The sawtooth in the ionisation errors of titanium ions

In these runs, stripping a 3p electron from a titanium ion costs 100 to 215 eV, a 2p electron 791 to 871 eV, and each further electron of the 3p shell costs 21 to 25 eV more than the one before. Three smaller energies matter for comparing a calculation with spectroscopy. The highest Kohn-Sham level lies about 12 eV (3p) or 41 eV (2p) short of the ionisation energy. The angular part of the repulsion between two p electrons, the Slater integral F², is about 13 eV in 3p and 42 eV in 2p. The spin-orbit splitting of the p level is about 1 eV and 6 eV.

Titanium ions in NIST's ground configurations, computed with Quantum ESPRESSO 7.5 (ld1.x): all-electron Dirac Kohn-Sham, PBEsol, spherical densities, no spin polarisation, point nucleus. Open shells are shared between the two j in proportion to 2j+1. Ionisation energies are differences of total energies; table values are from the NIST Atomic Spectra Database.

```
species   Z  charge (e)  electrons  configuration  electron removed from  ionisation energy (eV)  −ε(highest occupied) (eV)  highest level mean radius (bohr)  NIST table (eV)  kind of table value  stated uncertainty (eV)  computed less table (eV)
   Ti3+  22           3         19       [Ar] 3d1                     3d                 43.2430                     34.619                            1.2599         43.26717             measured                  0.00019                   -0.0242
   Ti4+  22           4         18   [Ne] 3s2 3p6                     3p                 99.6518                     89.049                            1.0289           99.299             measured                    0.012                     0.353
   Ti5+  22           5         17   [Ne] 3s2 3p5                     3p                 121.046                     109.92                           0.99678          119.533       semi-empirical                    0.025                      1.51
   Ti6+  22           6         16   [Ne] 3s2 3p4                     3p                 143.400                     131.79                           0.96766           140.68       semi-empirical                     0.18                      2.72
   Ti7+  22           7         15   [Ne] 3s2 3p3                     3p                 166.633                     154.58                           0.94095            170.5       semi-empirical                      0.4                     -3.87
   Ti8+  22           8         14   [Ne] 3s2 3p2                     3p                 190.647                     178.20                           0.91626            192.1       semi-empirical                      0.4                     -1.45
   Ti9+  22           9         13   [Ne] 3s2 3p1                     3p                 215.301                     202.54                           0.89327           215.92             measured                     0.12                    -0.619
  Ti10+  22          10         12       [Ne] 3s2                     3s                 266.158                     253.64                           0.86446           265.07       semi-empirical                     0.06                      1.09
  Ti11+  22          11         11       [Ne] 3s1                     3s                 290.914                     278.61                           0.84861            291.5       semi-empirical                    0.005                    -0.586
  Ti12+  22          12         10   [He] 2s2 2p6                     2p                 790.777                     749.79                           0.28478           787.67             measured                     0.04                      3.11
  Ti13+  22          13          9   [He] 2s2 2p5                     2p                 870.522                     828.11                           0.27808              864       semi-empirical                      1.2                      6.52
```

The ionisation energy IE is the total energy of the ion with N − 1 electrons less that of the ion with N electrons, from spherical, spin-paired Dirac PBEsol runs. ε is the energy of the highest occupied level and ⟨r⟩ its mean radius. "Error" below means computed less table. It stays within 2.3 % of the table value in every row, yet it has a shape: through the 3p shell it climbs to +2.72 eV at Ti6+, drops to −3.87 eV at Ti7+ and returns towards zero. Three explanations are on offer, lettered as in the output printed after the text.

A: the runs describe an average over all states of the configuration, while the table refers to ground levels, which term energies and spin-orbit coupling push below that average.
B: the functional lets each electron repel itself, and the error is a share of that self-interaction.
C: the runs lack spin polarisation, whose energy goes as the square of the number of unpaired electrons.

(a) Take the gap IE + ε as the measure of self-interaction. What is its origin, and can B account for the error? Could the table values be at fault instead?

Solution. With a semilocal functional the energy curves as a level is emptied: the departing electron feels part of its own charge, so the level sinks steadily while its occupation f falls. The exact functional would give a straight line and −ε = IE. Janak's theorem, ∂E/∂f = ε, makes the energy difference the average of −ε along the way:

IE ≈ ½ [−ε(N) − ε(N − 1)]

For Ti6+ the two ends are the entries of Ti6+ and Ti7+, and ½ (131.79 + 154.58) = 143.2 eV, against 143.4 eV computed directly. The remainder has the sign and size expected because a third of the electron leaves the deeper 3p1/2 level. The gap is therefore half the distance the level sinks, which is roughly half the monopole repulsion F⁰ of two electrons in that shell. For 2p in Ti12+ the same calculation gives F⁰ = 87.2 eV, half of which is 43.6 eV, and the gap is 41.0 eV. The gap is a defect of the eigenvalue taken at the starting point. The energy difference integrates over the curvature and sheds most of it.

B is tempting all the same, because the two largest gaps go with large errors: 41 and 42 eV in the 2p rows, with errors of +3.1 and +6.5 eV. A fit error = c × gap to the eight p rows gives c = 0.089 and lowers the rms error from 3.15 to 2.38 eV. The 3p rows refute it. There the gap rises at every step, from 10.6 to 12.8 eV, and has one sign, whereas the error changes sign at half filling. On those six rows the fit leaves 2.50 eV, worse than the 2.13 eV of no model at all. The numbers exclude B as the cause of the sawtooth; they do not exclude a small smooth share, which part (c) estimates.

Blaming the table is a second temptation: the four measured rows have an rms error of 1.59 eV, the seven semi-empirical ones 3.18 eV. But every error exceeds the stated uncertainty by a factor of 3.6 or more, and by 61 at Ti5+. The measured rows (Ti3+, Ti4+, Ti9+, Ti12+) are also just those d and p rows in which neither ion has more than one open-shell electron or hole. The kind of table value is confounded with the shell structure.

The break itself sits in the table. The computed steps between 3p rows grow smoothly from 21.4 to 24.7 eV, while the NIST step from Ti6+ to Ti7+ is 29.8 eV among neighbours of 20 to 24 eV.

(b) Derive the error that A predicts, without any fit, and evaluate it for Ti5+.

Solution. With the orbitals held fixed, electrons of parallel spin in different p orbitals keep apart and repel each other less, which favours the term of highest spin (Hund's first rule). A real p³ ion aligns all three spins and is unusually stable, so it is cheap to reach from p⁴ and costly to ionise. A spherical run with equal up and down densities and fractional occupations (Ti7+ holds 1 electron in 3p1/2 and 2 in 3p3/2) cannot see this. The missing break is built into the settings and says nothing against PBEsol.

Let D be the depth of the ground level below the configuration average. Assume that the run gives this average up to a smooth error. Each computed total energy is then too high by D, and

error = D(final ion) − D(initial ion)

The assumption is not a theorem for Kohn-Sham energies; the comparison below is its only support.

Term part. With F = F²/25, and apart from a shift common to all terms of an ion, the terms of p² and p⁴ lie at −5F (³P, 9 states), +F (¹D, 5 states) and +10F (¹S, 1 state). The average is (−45 + 5 + 10)F/15 = −2F, so ³P lies 3F below it. For p³ the terms are −15F (⁴S, 4 states), −6F (²D, 10) and 0 (²P, 6), the average is −6F, and the depth is 9F. One electron or one hole has a single term and no depth. With M unpaired electrons the depth is 3F for each parallel pair:

D(term) = (3/25) F² × M(M − 1)/2

From p⁶ to p⁰ the depths run 0, 0, 3F, 9F, 3F, 0, 0, and their differences 0, +3F, +6F, −6F, −3F, 0 form a sawtooth with its flip at p³.

Spin-orbit part. This adds to the term part. The p splitting Δ equals 3ζ/2, where ζ is the spin-orbit constant. The Landé interval rule puts the ground level ζ below the centre of its term for p¹ and p², ζ/2 for p⁴ and p⁵, and gives nothing in first order for ⁴S. Mixing of levels of the same J from different terms deepens D a little more.

Ti5+ goes from p⁵ to p⁴. The initial ion has Δ = 0.789 eV in the same calculation, so D = ζ/2 = Δ/3 = 0.263 eV. For the final ion Ti6+, F² is taken from the 3p orbital of the Ti12+ run (14.99 eV at ⟨r⟩ = 0.827 bohr, where the orbital is empty) and scaled as 1/⟨r⟩, as a Coulomb integral of fixed shape must scale:

F² = 14.99 × 0.827 / 0.9677 = 12.81 eV
term part = (3/25) × 12.81 = 1.537 eV
spin-orbit part = 0.844/3 = 0.281 eV, with ζ = 0.563 eV
mixing of ³P₂ with ¹D₂ ≈ (ζ²/2) / (6F²/25 + ζ/2) = 0.158/3.36 = 0.047 eV

The sum is 1.865 eV, and the predicted error is 1.865 − 0.263 = +1.60 eV. The table has +1.51 eV. Nothing was fitted, in this row or any other. Scaling F² with the mean inverse radius instead (1.678 per bohr in Ti12+, 1.413 in Ti6+) gives 12.63 eV, only 1.4 % less, so the choice of radius hardly matters.

A gets the sign right in all nine p and d rows and reduces the rms error of the eight p rows from 3.15 to 0.66 eV. Five of the six 3p rows agree to about 0.2 eV or better. In Ti4+ and Ti9+ the term part vanishes, and spin-orbit coupling alone predicts +0.26 and −0.68 eV against +0.35 and −0.62 eV. For Ti13+ the full A predicts +6.0 eV against +6.5 eV, inside the stated 1.2 eV. For Ti3+ it predicts −0.038 eV against −0.024 eV, but the totals of this program carry a numerical fault of 0.005 to 0.024 eV, so that row shows neither special accuracy nor a test of A. The clear misfits are Ti7+ (−1.44 eV left over), Ti12+ (+1.01 eV) and the 3s pair, for which A predicts zero.

The same counting tells what a neighbouring open p shell should do at this level: positive errors while the shell is emptied towards half filling, the largest negative one on breaking p³, with a size set by F² and so by 1/⟨r⟩. From 3p⁵ (Ti5+) to 2p⁵ (Ti13+) F² grows by a factor of 3.4 (12.44 to 42.07 eV) and Δ by a factor of 8 (0.789 to 6.302 eV), so the spin-orbit part gains weight in compact shells.

(c) C also gives a sawtooth. How far do the numbers separate A from C, and what does neither explain?

Solution. In a Stoner-type picture, polarising M spins lowers the energy by an exchange constant times M². Tie that constant to F², so that D = k M² F², and add the first-order spin-orbit depth. Since

M² = 2 × M(M − 1)/2 + M

C contains the pair term of A plus a term linear in M. The two agree on the physics of the large teeth, exchange between parallel spins. They differ in whether a lone electron or hole is penalised for being split half up, half down.

The overall figures do not decide. Fitted to the eight p rows, C has k = 0.048 and an rms misfit of 0.73 eV, against 0.66 eV for A, though A has no free constant. The p rows with M = 0 or 1 in both ions are sharper, and all three are measured. At Ti4+, C predicts 0.0482 × 12.44 + 0.26 = +0.86 eV where the error is +0.35 eV, and at Ti9+ it overshoots by 0.73 eV; A misses each by less than 0.1 eV. At Ti12+ the error lies midway, with A short by 1.0 eV and C over by 1.0 eV. Freeing both coefficients on the same eight rows gives 0.128 for the pair term (A has 0.12) and 0.018 for the linear term, where C needs half the pair value. These two constants trade against each other and the 2p rows weigh heavily on them, so they only indicate a direction. In 3p the numbers fit A better, which does not yet prove that a lone electron goes unpenalised; in 2p the question stays open.

The 3s rows point the other way. Ti11+ (3s¹) is the final ion of one row and the initial ion of the next, and the errors are +1.09 and −0.59 eV. That is the pattern of a 3s¹ energy too high by 0.84 eV on top of a common +0.25 eV. Missing spin polarisation is the natural reading, but with spin-paired runs alone it remains a guess. A lone 3p electron should then pay a similar penalty. That its rows show none may mean that another error cancels it there, so the close agreement of A at Ti4+ and Ti9+ could be partly luck. Spin-polarised runs of the same ions would show how large the penalty is.

A sum rule limits both A and C. Adding the six 3p rows takes closed-shell Ti4+ to closed-shell Ti10+, and every D cancels. The errors sum to −1.35 eV out of 938.0 eV, or −0.14 %, about twice the joint stated uncertainty of 0.61 eV (added in quadrature). No open-shell model can remove this remainder; it can only move it between rows. B fails here too, since its contributions are all positive. A leaves nearly all of the remainder on Ti7+, at 3.6 times the 0.4 eV uncertainty of that semi-empirical value.

This bears on one awkward result: the term part alone fits the 3p rows better (0.47 eV) than the full A (0.60 eV). It does so by halving the misfit at Ti7+ while missing Ti4+ and Ti9+ entirely and doing much worse on the eight p rows taken together (1.27 eV). The spin-orbit depth is a property of the levels to which the table refers and cannot be dropped for a better figure. Whether Ti7+ reflects the table value, correlation that differs between p³ and p², or the failure of the averaging assumption at half filling, these data cannot say. A smaller F² would make the misfit worse.

The leftover at Ti12+ is 1.006/787.67, or 0.13 % of the table value. Breit and QED terms are absent, and they matter more for a compact 2p shell than for 3p, so this remainder cannot yet be charged to the functional. Adding a smooth share of the gap on top of A gives c = 0.011 and moves the rms misfit of the p rows only from 0.66 to 0.61 eV. With A taken as exact, the best share for B is thus about 1 % of the gap. This is a fitted value and not an upper limit: the leftover at Ti12+ alone would take about 2.5 %.

Printed output of the fit:

```
floors (eV): rounding of IE 0.0005; GGA fault in totals 0.005-0.024
3p steps computed (eV): 21.39 22.35 23.23 24.01 24.65 | NIST: 20.23 21.15 29.82 21.60 23.82
ion: F2, splitting, term depth, 1st-order SO depth, full depth D (eV)
Ti5+ p5: 12.44 0.789 0.00 0.26 0.26
Ti6+ p4: 12.81 0.844 1.54 0.28 1.87
Ti7+ p3: 13.17 0.901 4.74 0.00 4.79
Ti8+ p2: 13.53 0.961 1.62 0.64 2.36
Ti9+ p1: 13.88 1.022 0.00 0.68 0.68
Ti13+ p5: 42.07 6.302 0.00 2.10 2.10
Ti14+ p4: 43.05 6.624 5.17 2.21 8.11
Ti3+ d1 depth 0.038; scaled F2 Ti6+ vs auditor-quoted output 12.88: -0.5 %
ion shell err err% unc |err|/unc gap | A term-part resA |resA|/unc | resB resC resFit2 (eV)
Ti3+ 3d -0.024 -0.06 0.00019 127 8.62 | -0.038 +0.00 +0.014 73.6 | -0.79 n/a n/a (no p shell, not fitted)
Ti4+ 3p +0.353 +0.36 0.012 29 10.60 | +0.263 +0.00 +0.090 7.5 | -0.59 -0.51 -0.14
Ti5+ 3p +1.513 +1.27 0.025 61 11.13 | +1.602 +1.54 -0.089 3.6 | +0.52 -0.38 -0.38
Ti6+ 3p +2.720 +1.93 0.18 15 11.61 | +2.923 +3.21 -0.203 1.1 | +1.69 -0.24 -0.67
Ti7+ 3p -3.867 -2.27 0.4 10 12.05 | -2.432 -3.12 -1.435 3.6 | -4.94 -1.40 -0.95
Ti8+ 3p -1.453 -0.76 0.4 4 12.45 | -1.675 -1.62 +0.222 0.6 | -2.56 +0.45 +0.48
Ti9+ 3p -0.619 -0.29 0.12 5 12.76 | -0.681 +0.00 +0.062 0.5 | -1.75 +0.73 +0.31
Ti10+ 3s +1.088 +0.41 0.06 18 12.52 | +0.000 +0.00 +1.088 18.1 | -0.03 n/a n/a (no p shell, not fitted)
Ti11+ 3s -0.586 -0.20 0.005 117 12.30 | +0.000 +0.00 -0.586 117.2 | -1.68 n/a n/a (no p shell, not fitted)
Ti12+ 2p +3.107 +0.39 0.04 78 40.99 | +2.101 +0.00 +1.006 25.2 | -0.54 -1.02 +0.24
Ti13+ 2p +6.522 +0.75 1.2 5 42.41 | +6.008 +5.17 +0.514 0.4 | +2.75 +0.14 +0.10
B: c = 0.0889; C: k = 0.0482; two-term fit: pair 0.1280 (A 0.12), linear 0.0181 (A 0; C half of pair)
rms no model: 8 p rows 3.15, 6 3p rows 2.13 eV; worst Ti13+ +6.52
rms spin-orbit only: 8 p rows 3.08, 6 3p rows 2.37 eV; worst Ti13+ +6.41
rms terms only: 8 p rows 1.27, 6 3p rows 0.47 eV; worst Ti12+ +3.11
rms A no fit: 8 p rows 0.66, 6 3p rows 0.60 eV; worst Ti7+ -1.44
rms B 1 par: 8 p rows 2.38, 6 3p rows 2.50 eV; worst Ti7+ -4.94
rms C 1 par: 8 p rows 0.73, 6 3p rows 0.73 eV; worst Ti7+ -1.40
rms two-term fit: 8 p rows 0.49, 6 3p rows 0.56 eV; worst Ti7+ -0.95
A plus smooth c*gap: c = 0.0109, rms p rows 0.61 eV
correlation over 3p rows: err-gap -0.48, err-A 0.970
closed to closed 3p Ti4+ to Ti10+: sum err -1.35 eV of 938.0 (-0.14 %), joint unc 0.61
closed to closed 3s Ti10+ to Ti12+: sum err +0.50 eV of 556.6 (+0.09 %), joint unc 0.06
3s pair: half difference 0.84, mean +0.25 eV; A gives 0
measured: 4 rows, rms err 1.59, rms resA 0.51 eV
semi-empirical: 7 rows, rms err 3.18, rms resA 0.75 eV
```
